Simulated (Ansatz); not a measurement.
**Ligand exchange: GaH(CH3)2 + C2H7BS → GaH(CH3)(SH) + C3H9B**

Gas-phase species: GaH(CH3)2, singlet; C2H7BS `CCBS`, singlet; GaH(CH3)(SH), singlet; C3H9B `CBCC`, singlet. The partners trade CH3 for SH: Ga–CH3 and B–SH bonds give way to Ga–SH and B–CH3.

Shapes, held fixed at every level: PBE0-D4/def2-TZVP. Flexible molecules stand in one conformer, not always the lowest. Programs: Ansatz 0.2.0. Electronic energies: no zero-point or thermal term.

Question: Estimate ΔE of this reaction.

Answer: The highest level, CCSD(T)/def2-TZVPP, gives ΔE = -24.5 kJ/mol; the levels span -40.2 to -24.5. The column of differences is taken from that level and isn't an error. No measured value is set beside it here. Relativity is left out for Ga. Outer-core shells of Ga are correlated, in sets that cover them unevenly. CCSD(T)/def2-TZVPP lies outside the range of the other correlated levels here, so it shouldn't be taken on trust. Times are processor times on shared x86 and Arm servers, and rough.

```
                level                    kind  ΔE (kJ/mol)  less CCSD(T)/def2-TZVPP  CPU time (sum over the molecules)
        HF/def2-TZVPP            Hartree–Fock        -40.2                    -15.7                                  –
 r2SCAN-D4/def2-TZVPP                meta-GGA        -30.1                     -5.6                               39 s
  B3LYP-D4/def2-TZVPP           global hybrid        -29.9                     -5.4                               38 s
  BHLYP-D4/def2-TZVPP           global hybrid        -34.8                    -10.3                               25 s
r2SCAN0-D4/def2-TZVPP           global hybrid        -31.8                     -7.3                               42 s
   wB97X-V/def2-TZVPP  range-separated hybrid        -29.3                     -4.8                               65 s
    B2PLYP/def2-TZVPP           double hybrid        -27.5                     -3.0                               46 s
   CCSD(T)/def2-TZVPP   coupled cluster or CI        -24.5                      0.0                                  –
```

Every level puts the thiolate on gallium and the methyl group on boron, so the direction of the exchange is better supported than its size. The preference probably reflects what each metal-like centre loses in giving up sulfur for carbon. Boron's compact valence orbitals overlap well with carbon, whereas gallium's more diffuse orbitals make a weaker Ga–C bond, and its lower electronegativity favours a polar bond to soft, polarisable sulfur. Donation from the sulfur lone pair into the empty boron p orbital works the other way, stabilising the reactant thioborane, but evidently doesn't decide the balance.

Hartree–Fock gives the most exothermic exchange, and adding exact exchange shifts the result the same way from r2SCAN to r2SCAN0 and from B3LYP to BHLYP. This suggests that correlation favours the reactant side, possibly through the B–S π interaction. The preference applies to the separated monomers; association through hydride or thiolate bridges, common for such gallium compounds, could alter it in condensed phases.
